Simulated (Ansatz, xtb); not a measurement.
# Relative energy of two isomers of C4H9BSi

We compare I, `BC[Si@@H](C)C#C`, a singlet, with II, `B[Si](C)(C)C#C`, a singlet. Both are isolated molecules in the gas phase, relaxed with PBE0-D3(BJ)/def2-SVP; the shapes shown needn't be the lowest conformers.

I (Å):

```yaml
atoms:
  - { symbol: C, position_ang: [0.7309, -0.1936, 0.1835] }
  - { symbol: C, position_ang: [0.2657, 2.8967, 0.0603] }
  - { symbol: C, position_ang: [-0.1804, 1.3769, 2.6454] }
  - { symbol: C, position_ang: [-0.8669, 1.3223, 3.6493] }
  - { symbol: B, position_ang: [-0.7478, -0.4542, -0.1579] }
  - { symbol: Si, position_ang: [0.8384, 1.4584, 1.1143] }
  - { symbol: H, position_ang: [-1.4555, -1.0957, 0.5847] }
  - { symbol: H, position_ang: [-1.2460, 0.0327, -1.1501] }
  - { symbol: H, position_ang: [1.1845, -0.9335, 0.8620] }
  - { symbol: H, position_ang: [1.3765, -0.0282, -0.6960] }
  - { symbol: H, position_ang: [2.2607, 1.6561, 1.5289] }
  - { symbol: H, position_ang: [-0.7986, 2.7937, -0.1991] }
  - { symbol: H, position_ang: [0.3984, 3.8463, 0.6001] }
  - { symbol: H, position_ang: [0.8450, 2.9466, -0.8748] }
  - { symbol: H, position_ang: [-1.4736, 1.2737, 4.5362] }
```

II (Å):

```xyz
15

C    -0.4171   -1.2870   -0.8911
C     0.3684    0.9629    1.0708
C    -2.4360    0.7916   -0.0358
C    -3.6101    0.9688    0.2352
B    -0.0901    1.6582   -2.0328
Si   -0.6538    0.5353   -0.4552
H     1.0786    1.6742   -2.3536
H    -0.8541    2.3089   -2.7059
H    -1.0260   -1.5771   -1.7603
H    -0.7210   -1.9146   -0.0387
H     0.6394   -1.4971   -1.1193
H     0.2291    2.0133    1.3674
H     0.0650    0.3277    1.9176
H     1.4391    0.7967    0.8753
H    -4.6470    1.1254    0.4740
```

**Question.** Which of the two would you expect CCSD(T)/def2-SVP + ΔMP2/def2-TZVPP electronic energies to favour?

**Answer.** Structure I; the calculation gives E(II) − E(I) = +0.500 eV.

The same difference at several levels:

| level | geometry | E(II) − E(I) (eV) | departure from the last row (eV) | job, with rough time for the two |
| --- | --- | --- | --- | --- |
| GFN2-xTB | GFN2-xTB | +0.583 | +0.084 | optimisation, 0.29 s |
| HF/STO-3G | GFN2-xTB | +0.331 | −0.168 | single point, 0.4 s |
| r2SCAN-D4/def2-SVP | GFN2-xTB | +0.581 | +0.081 | single point, 4.6 s |
| PBE0-D3(BJ)/def2-SVP | PBE0-D3(BJ)/def2-SVP | +0.502 | +0.002 | optimisation, 58 s |
| HF/def2-SVP | PBE0-D3(BJ)/def2-SVP | +0.488 | −0.011 | part of the CCSD(T) run |
| MP2/def2-SVP | PBE0-D3(BJ)/def2-SVP | +0.573 | +0.074 | part of the CCSD(T) run |
| CCSD(T)/def2-SVP | PBE0-D3(BJ)/def2-SVP | +0.517 | +0.017 | single point |
| CCSD(T)/def2-SVP + ΔMP2/def2-TZVPP | PBE0-D3(BJ)/def2-SVP | +0.500 |  | single point, 62 s |

As drawn, II has 1 B–Si, 1 C–H in place of 1 C–B, 1 Si–H.

None of the levels shown reverses the order. The largest departure from CCSD(T)/def2-SVP + ΔMP2/def2-TZVPP is that of HF/STO-3G, 0.168 eV. The last row adds to CCSD(T) the change of the MP2 difference between the two basis sets, here −0.017 eV.

With thermal terms from frequencies at re-optimised GFN2-xTB minima (ideal gas, soft modes damped towards free rotors, one conformer each, 298.15 K, 1 atm): the zero-point term adds +0.037 eV; ΔH is +0.560 and ΔG +0.505 eV.

The correlated steps freeze 10 core orbitals. Mirror images aren't counted in ΔG. Run with Ansatz 0.2.0, xtb 6.7.1; the last row on 2 threads of Arm Neoverse V2 on a shared host.

Isomer I is favoured at every level, and the bond exchange explains why. Going to II replaces a Si–H bond with a stronger C–H bond, but gives up a strong B–C bond for a much weaker B–Si one, whose more diffuse silicon orbitals overlap less well with boron. The second change outweighs the first. Structure I probably gains further from hyperconjugation: its Si–CH2 bond lies nearly parallel to the empty p orbital on boron, so the polarisable Si–C σ electrons can delocalise into it.

The preference is already present at Hartree–Fock level with the same basis, +0.488 eV against +0.517 eV for CCSD(T), so correlation largely cancels between the isomers; MP2 overstates its net effect. The zero-point term also favours I, as expected when a stiff C–H oscillator replaces a softer Si–H one. The energies describe isolated monomers and don't settle which isomer would persist in a bulk sample, where the free BH2 groups could dimerise through hydrogen bridges or hydroborate the alkyne.
